## Question

A crystal of MoS$_2$ consists of sheets, each a layer of Mo between two layers of S, with an empty gap between one sheet and the next. In the table below its cell is scaled by the same factor along all edges, and the S atoms are free to settle in each scaled cell. "Stress xx" acts within the sheets and "stress zz" across them. Both are positive when the crystal pushes outward, and "pressure" is their mean, with the in-plane stress counted twice.

Ansatz 0.2.0, r2SCAN without spin polarisation, PAW potentials, plane waves up to 500 eV, k mesh 12x12x2, fixed occupations. The bulk MoS$_2$ cell relaxed with r2SCAN-rVV10 is scaled by −4 to +4 % along all edges, with the atoms relaxed at that same level; the stresses are from r2SCAN alone, positive in compression.

```
volume (Å³/atom)     c/a  shortest distance (Å)  pressure (GPa)  stress xx (GPa)  stress zz (GPa)
          15.989  3.9193                  2.370          13.190           16.630            6.310
          16.494  3.9193                  2.379           9.560           12.120            4.460
          17.009  3.9192                  2.387           6.390            8.080            3.010
          17.535  3.9192                  2.395           3.610            4.460            1.910
          18.072  3.9193                  2.403           1.150            1.200            1.050
          18.619  3.9192                  2.412          -0.980           -1.700            0.460
          19.178  3.9192                  2.420          -2.900           -4.330           -0.030
          19.748  3.9193                  2.429          -4.570           -6.680           -0.340
          20.328  3.9193                  2.438          -6.040           -8.780           -0.550
```

In the row at 18.619 Å$^3$ per atom the crystal pulls inward within the sheets yet still pushes outward across them. In the same calculations, the band gap rises with volume up to 18.072 and falls from there on.

(a) Does any row break the trend of the stresses, and by how much?
(b) Explain the result.
(c) Where would you expect a real break?

## Model answer

**(a)** A suspicious row has to be measured against a smooth law. The simplest one takes the energy as quadratic in $V^{-2/3}$, where $V$ is the volume. With the strain $f=\tfrac12[(V_m/V)^{2/3}-1]$, counted from the middle volume $V_m$, differentiating the energy gives the pressure

$$P=(1+2f)^{5/2}\,(c_0+c_1 f).$$

The two constants were fitted to all nine rows, the suspect included: $c_0=1.157$ GPa and $c_1=225.1$ GPa. For the suspect row,

$$f=\tfrac12\left[(18.072/18.619)^{2/3}-1\right]=-0.00984,$$

$$P=0.952\times(1.157-225.1\times0.00984)\approx-1.01\ \text{GPa}.$$

The table has $-0.98$ GPa. The miss of 0.03 GPa is tiny beside a pressure that runs from 13.19 to $-6.04$ GPa, and no other row does notably worse.

The mean could hide a break in one of its parts, so the two stresses need their own test. For stress zz the same law fails, by up to 0.6 GPa, but it fails as a bend shared by the whole series and not at one odd row. A further term in $f^2$ takes up the bend. The largest miss is then 0.04 GPa, at the suspect row itself, out of a total fall of 6.86 GPa. That is more than the rounding of the table, but it is of the same order as the misses of the other rows.

So no row shows a physical break. Much of what is left even looks like a further smooth bend. For both stresses the three-term law lies below the table at the smallest cell, above it in the next three rows, below it from 18.619 to 19.748 and above it again at the largest cell. Such long runs of one sign are expected when a law lacks a further term. Small errors in the settled atomic positions or the finite basis could cause the rest, but this is a guess, since neither was varied.

**(b)** Two limits explain the shape of the curves. Suppose first that the sheets were very far apart. Moving them further apart would cost nothing, and stress zz would be zero, while stretching each sheet would still strain its Mo–S bonds. Suppose instead that the sheets were pressed together until the S atoms of neighbours met as stiffly as bonded atoms. Stress zz would then respond about as strongly as stress xx.

The table lies between these limits and moves towards the first. From the smallest to the largest cell the edges grow by 8.3 %, but the gap between the sheets grows by 23 %. The sheets themselves even become thinner, from 3.18 to 3.04 Å, as a rubber band does when it is pulled. All the added height therefore goes into the gap.

This is why stress zz flattens. The repulsion between facing S layers fades quickly with distance, so each step of expansion removes less of it. The first step lowers stress zz by $6.31-4.46=1.85$ GPa, the last by only $0.55-0.34=0.21$ GPa. Stress xx, carried by the bonded sheets, still falls by $8.78-6.68=2.10$ GPa in the last step.

Fading repulsion alone would bring stress zz down to zero, not below it. The small negative values in the last three rows need a pull. Much of it is expected to come from the S atoms: they were settled with the attraction called dispersion, and when that is left out of the stress calculation they should be drawn towards Mo. Some attraction between the sheets that r2SCAN itself describes may add to this.

The opposite signs at 18.619 follow from two smooth curves that cross zero at different places, near 18.3 for stress xx and 19.1 for stress zz. The separation itself comes from the method: with one functional throughout, both stresses should vanish together at the relaxed, unstrained cell. Here the cells and atomic positions were found with a functional that includes dispersion, a long-range attraction that acts between the sheets and also within them, whereas the stresses were computed without it. Theory then predicts a leftover outward push, and the unstrained cell at 18.072 indeed shows about 1 GPa in both directions. If the same push were taken off stress zz at 18.619, its sign would agree with that of stress xx.

It remains to explain why the stresses have no kink where the band gap has one. The gap is the distance from the highest filled level to the *lowest* empty one. Two valleys of the empty bands compete for that place, and they shift differently with volume. Up to 18.072 the lower valley lies between the points Γ and K of the Brillouin zone; from 18.619 on it lies at K. The lower of two smooth curves has a kink where they cross, even though nothing sudden happens to either.

The stress follows from the total energy, to which only filled levels contribute. In every row the same number of bands is filled, and a gap of at least 0.48 eV separates them from the empty ones. The electrons can therefore adapt gradually to each new cell. Which empty valley is lower makes no difference to the energy, and so none to the stress.

**(c)** A real break needs a change in what is occupied or in how the atoms are arranged. The first would come if the band gap closed. At the largest volume 0.48 eV is left, and the largest fall from one row to the next is 0.15 eV, so closure lies at least three further steps away if the fall keeps its pace. This is a rough extrapolation of a computed gap, not a prediction for a sample. Beyond closure, electrons would spill into the valley at K, and the stress should at first bend rather than jump. The gap also shrinks on compression from the middle volume, by a little more at each step, so a strong enough compression is expected to close it as well.

A jump would be expected if the sheets slid into another stacking, or if the S atoms around Mo took up another arrangement. Neither can appear here, because the symmetry kept in every cell lets the S atoms move only across the sheets. The smooth curve therefore describes this one structure; it does not prove that the structure remains the most stable at every volume.

## Remarks on the reasoning

**A good fit of the mean is weak evidence about the parts.** The two-term law suits the pressure because the bends of its parts nearly cancel. In the three-term fits the coefficient of $f^2$ is $-301$ GPa for stress xx and $+632$ GPa for stress zz. Counting the first twice leaves $632-2\times301=30$ GPa, which is small beside either. An answer that infers from the pressure alone that the crystal responds alike in all directions has missed the main physics.

**A smooth curve may still be shifted as a whole.** Pressures can also be obtained from the energy differences between neighbouring rows. They lie 0.18 to 0.26 GPa above those from the stress, in every interval. The S atoms, settled with dispersion, still feel small forces when it is left out, and the work of these forces as the cell grows is estimated at about the same size. The finite set of plane waves may also contribute to the difference. The shift is several times the misses discussed in (a), yet it singles out no row. The absolute pressures thus deserve less trust than the smoothness of their trend.

**Equal strain is not equal pressure.** To hold the smallest cell in its shape takes 16.6 GPa within the sheets but only 6.3 GPa across them. A fluid presses equally from all sides, so it would close the soft gap first and shorten the crystal mainly across the sheets. Anyone who needs the volume of MoS$_2$ in a press should let the ratio of the edges adjust at each pressure, and should include dispersion. Read directly as a compression curve, the pressure column would make the material look too stiff.

The fits, the thickness of the sheets and the gaps for each row are in the printed output that follows.

Printed output of the fit:

```
fit of pressure on 9 rows: coefficient of w0 1.157 +/- 0.0071, coefficient of w1 225.1 +/- 0.27; rms 0.0183, worst 15.989 -0.0294, leave-one-out rms 0.0263
fit of stress_zz on 9 rows: coefficient of w0 1.462 +/- 0.15, coefficient of w1 74.84 +/- 5.4; rms 0.375, worst 15.989 -0.613, leave-one-out rms 0.551
fit of stress_zz on 9 rows: coefficient of w0 1.056 +/- 0.012, coefficient of w1 68.85 +/- 0.34, coefficient of w2 632 +/- 14; rms 0.0203, worst 18.619 -0.0413, leave-one-out rms 0.0389
fit of stress_xx on 9 rows: coefficient of w0 1.2 +/- 0.0093, coefficient of w1 303.1 +/- 0.26, coefficient of w2 -301.1 +/- 11; rms 0.0153, worst 18.619 -0.0238, leave-one-out rms 0.0319
Misses of the smooth laws (law less table) and geometry:
     row  pressure miss two terms GPa  xx miss three terms GPa  zz miss three terms GPa  S-Mo-S slab A  gap between layers A  band gap eV
  15.989                     -0.02939                 -0.01784                 -0.02067          3.177                 2.792       0.8132
  16.494                      0.01817                  0.01351                  0.01355          3.164                 2.868       0.8829
  17.009                      0.02481                  0.01955                  0.02671          3.146                 2.947       0.9422
  17.535                       0.0104                 0.005948                 0.004772          3.128                 3.027       0.9918
  18.072                     0.006617                2.079e-05                 0.006409           3.11                 3.108        1.032
  18.619                     -0.02735                 -0.02377                 -0.04128          3.095                 3.185        0.922
  19.178                     -0.01037                 -0.01449                -0.008016          3.076                 3.267       0.7718
  19.748                    -0.006066                 -0.00285                 -0.00431          3.059                 3.345       0.6253
  20.328                      0.01281                  0.02002                  0.02295          3.042                 3.424       0.4847
Total fall of in-plane stress, GPa: 25.41
Total fall of stress along c, GPa: 6.86
Volume where in-plane stress is zero, A3 per atom: 18.3
Volume where stress along c is zero, A3 per atom: 19.14
Growth of the cell edges, percent: 8.332
Growth of the Mo-S distance, percent: 2.869
Growth of the gap between layers, percent: 22.65
Smallest excess of pressure from energies over pressure from stress, GPa: 0.1808
Largest excess of pressure from energies over pressure from stress, GPa: 0.2588
Rough work of the leftover forces as a pressure, GPa: 0.2602
Band gap left at the largest volume over its largest fall per row: 3.227
```
